Q: I work with strained MoS2 films and I want one number: electronvolts of gap per per cent of strain. These are calculated values for the bulk crystal, with negative strain meaning compression. Can I draw a line through them?

Bulk 2H-MoS2 calculated with Ansatz 0.2.0: r2SCAN with spin–orbit coupling, plane-wave PAW, 500 eV cutoff, 12×12×2 k mesh. Strain is the change in length relative to the cell relaxed with r2SCAN+rVV10; the atoms, and c in the epitaxial series, are relaxed again at that level. Gap changes are relative to the unstrained crystal.

```
 strain kind  strain (%)  band gap (eV)  band gap change (eV)  least direct gap change (eV)
epitaxial xy          -4          1.232                 0.206                         0.510
epitaxial xy          -3          1.172                 0.146                         0.382
epitaxial xy          -2          1.123                 0.097                         0.251
epitaxial xy          -1          1.073                 0.047                         0.122
epitaxial xy           1          0.856                -0.171                        -0.114
epitaxial xy           2          0.663                -0.363                        -0.219
epitaxial xy           3          0.483                -0.543                        -0.316
epitaxial xy           4          0.318                -0.708                        -0.405
 hydrostatic          -4          0.808                -0.218                         0.376
 hydrostatic          -3          0.878                -0.149                         0.339
 hydrostatic          -2          0.937                -0.089                         0.228
 hydrostatic          -1          0.986                -0.040                         0.112
 hydrostatic           1          0.916                -0.110                        -0.108
 hydrostatic           2          0.766                -0.260                        -0.209
 hydrostatic           3          0.620                -0.406                        -0.304
 hydrostatic           4          0.480                -0.546                        -0.392
```

A: Try it first on the stretched side alone. From one row to the next, each extra per cent of tension takes 0.14 to 0.19 eV off the band gap, in both series. That is a usable slope. Now carry it through zero and see what it promises for compression.

Q: The gap should open by nearly 0.2 eV at the first per cent. It opens by 0.047 eV in the epitaxial series, and in the hydrostatic series it closes a little. So are the compressed rows wrong?

A: They are right, but they describe a different gap. The top of the valence band sits at Γ, the centre of the Brillouin zone, on both sides of zero. The bottom of the conduction band does not stay in one place. In the unstrained crystal and in every compressed row it lies about halfway between Γ and the zone corner K. Under tension it lies at K, or at H, which is the point above K along the layer normal; the calculation lists this position for six of the eight stretched rows, and the gaps of the other two fall on the same slope.

The band gap is always the smaller of two candidates, one ending in the midway valley and one in the valley at K and H, which I will call the K valley. Each candidate varies smoothly with strain. The smaller of two smooth curves has a corner where they cross, and your line runs across that corner.

Q: A curve that bends strongly near zero would look much the same with so few points. Why should I believe in a corner?

A: The change of valley comes straight from the calculated bands, so it does not depend on a fit. A fit helps to size the effect. One smooth quadratic surface in the in-plane strain and the strain along c, fitted by least squares to all sixteen rows, misses the gap change by typically 0.05 eV. Separate expressions for the two valleys miss by about 0.008 eV. They use six coefficients instead of four, but they also do clearly better on rows left out one at a time.

The stretched rows give a second hint. Follow the K valley back to zero strain with a parabola through the +1, +2 and +3 % rows, and it arrives 0.033 eV above the midway valley in the epitaxial series and 0.044 eV above it in the hydrostatic series. Both series start from the same crystal, so they ought to agree, and they nearly do.

Q: Then where is the corner?

A: Let s be the in-plane strain and t the strain along c, both in per cent. The compressed rows fix the first of these expressions and the stretched rows the second; both give the change from the unstrained gap in eV:

midway valley: −0.018 s + 0.069 t
K valley: 0.043 − 0.197 s + 0.005 s² + 0.032 t

In the epitaxial series the crystal is free to relax along c, and near zero t is about −0.5 s. The slopes per per cent of in-plane strain are then

midway valley: −0.018 − 0.5 × 0.069 = −0.053 eV
K valley: −0.197 − 0.5 × 0.032 = −0.213 eV

The K valley starts 0.043 eV higher but comes down faster, by 0.160 eV per per cent, so the two meet at

s = 0.043 / 0.160 ≈ 0.3 %

The same steps give 0.2 % for the hydrostatic series. No row lies between zero and +1 %, so this is an estimate: the K expression has to be carried a little below the rows that fix it.

Q: And how large is the break that upset my line?

A: At −1 % the K expression lies above the computed gap by 0.21 eV in the epitaxial series and by 0.25 eV in the hydrostatic one. That is the error you would make by using the tensile behaviour for a slightly compressed film. It is several times the real change of the gap at that strain.

Q: A crossing at 0.3 % is within the strain a substrate can leave in my film. Can I rely on that figure?

A: Rely on the corner more than on its position. The valleys are only some 0.04 eV apart at zero strain, and a density functional of this kind can easily misplace two valleys by that much. An error of 0.05 eV in their separation would move the crossing by about 0.3 %, which is as much as the estimate itself. In a real crystal the corner could therefore sit at zero or on the compressed side. The gaps themselves are probably too small, as is usual with such a functional, so use changes rather than gaps. The safest are changes between rows on the same side of the corner, because a change from zero to a stretched row also carries any error in the separation of the valleys. And keep to films of many layers: a single layer is expected to have both band edges at K, so its response to strain is different.

Q: Why does the K valley react so strongly to stretching in the first place?

A: Compare the hydrostatic rows at +1 % and +3 %, which both have their conduction minimum at K. Between them the band gap falls by 0.916 − 0.620 = 0.296 eV. The least direct gap, which in these rows is the gap at K itself, falls by 0.304 − 0.108 = 0.196 eV. The other 0.100 eV must come from the valence top at Γ, which rises relative to the valence edge at K.

So about two thirds of the effect is the gap at K closing. The states on both sides of it are mainly molybdenum d states, held apart by the overlap with neighbouring molybdenum and sulfur atoms. Stretching the layer weakens that overlap, and the two edges approach each other. This orbital picture comes from theory; the table gives the size of the shift but not the orbitals behind it.

The midway valley has a different mixture of d orbitals, and its electron wave has a different phase from one atom to the next. The same stretching therefore moves it by a different amount. That difference is why the valleys can change places at all.

Q: Something else bothers me. Squeeze the film in the plane and the gap opens. Squeeze the crystal in all directions and it closes. The in-plane length is the same in both cases.

A: That makes it a clean comparison, because only c differs, together with the heights of the atoms, which relax along with it. At −2 % in the plane, the epitaxial crystal is free to grow along c and becomes 1.0 % longer, while the hydrostatic one is made 2 % shorter. Between these two cells the indirect gap changes by 0.063 eV for each per cent of c. The gap at K changes by only 0.008 eV per per cent.

The short c axis therefore acts on the gap that starts at Γ and leaves the one within K almost alone. Theory gives a good reason. The valence state at Γ contains molybdenum d orbitals and sulfur p orbitals that point out of the layer, towards the next one. The cell holds two layers, so there are two such states, and their overlap across the space between the layers splits them into a lower and an upper one. The upper one is the valence top. Bring the layers closer and the splitting grows, the top rises and the indirect gap shrinks. The two states that normally form the edges at K have little weight in the outward sulfur orbitals, and their phases largely cancel from one layer to the next.

The midway valley is expected to add its share, by coming down as the layers approach. The rows at +2 %, where the gap ends at K instead, hint at this: there the indirect gap changes by only 0.037 eV per per cent of c, though the longer c axes may account for part of the difference.

Q: So in-plane compression and a shorter c axis pull against each other?

A: Yes, and the first expression shows which one wins. For the epitaxial row at −2 %, where c grows and both terms open the gap, it gives 0.018 × 2 + 0.069 × 0.97 ≈ 0.10 eV, against 0.097 eV computed. For the hydrostatic row at the same in-plane strain it gives 0.018 × 2 − 0.069 × 2 ≈ −0.10 eV, against −0.089 eV. Both rows were part of the fit, and the second is the worst described of all sixteen.

The miss has a plain origin. The hydrostatic gap closes faster with each further per cent of compression, as it should if the overlap between layers grows ever more steeply when they approach. An expression linear in t cannot follow that. For a neighbouring case, such as a film compressed by 2 % in the plane with c held fixed, expect a result between the two series: an opening of roughly 0.04 eV.

Q: Could I use the hydrostatic rows to predict what happens in a pressure cell?

A: Not directly. In these rows all lengths change by the same percentage, which takes very unequal stresses. At −4 % the in-plane stress is about 17 GPa but the stress along c only about 6 GPa, because the space between the layers is soft. Under equal pressure from all sides, c would shrink more than the in-plane length, and the closing effect of the short c axis would weigh more heavily.

Q: Now the least direct gap. It should not care about the valleys, since it involves no change of momentum. It does look smooth, until the last hydrostatic row.

A: That row is the second break. From −2 to −3 % the least direct gap gains 0.111 eV, and from −3 to −4 % only 0.037 eV. The epitaxial series, with the same in-plane lengths, gains 0.128 eV in its last step.

To size the break, I fitted a smooth quadratic surface to the twelve rows from −2 to +4 % and carried it on to the four rows left out. At hydrostatic −4 % it overshoots by 0.10 eV. At epitaxial −4 %, where no step looks odd, it overshoots by 0.02 eV, which shows what the extrapolation alone can get wrong. The break is thus real and close to 0.1 eV. At hydrostatic −3 % the overshoot is only 0.01 eV, too little to decide whether the change has already begun there.

Q: Is it another change of valley?

A: Not of the same kind. A least direct gap can also move to another place in the zone, but this one stays at K in the hydrostatic rows at −2, −3 and −4 %. The band gap also runs on steadily through these rows, so the valence top at Γ and the midway valley are not disturbed. What remains is a change in the bands at K.

My guess is that a different band has become one of the two edges there. It would have to be a band that feels the length of c, most likely through the distance between layers, because the epitaxial crystal with the same in-plane length and a longer c axis shows no such break. That would make it an exception to the rule that K hardly notices the neighbouring layer, since the rule concerns only the two states that normally form the edges.

Q: What would settle it?

A: The separate energies of the bands at K, with their orbital character, in small steps of hydrostatic strain between −2 and −4 %. They would show whether two bands cross, and whether the newcomer arrives from the valence side or from the conduction side. The gap alone cannot tell these apart, so that question stays open.
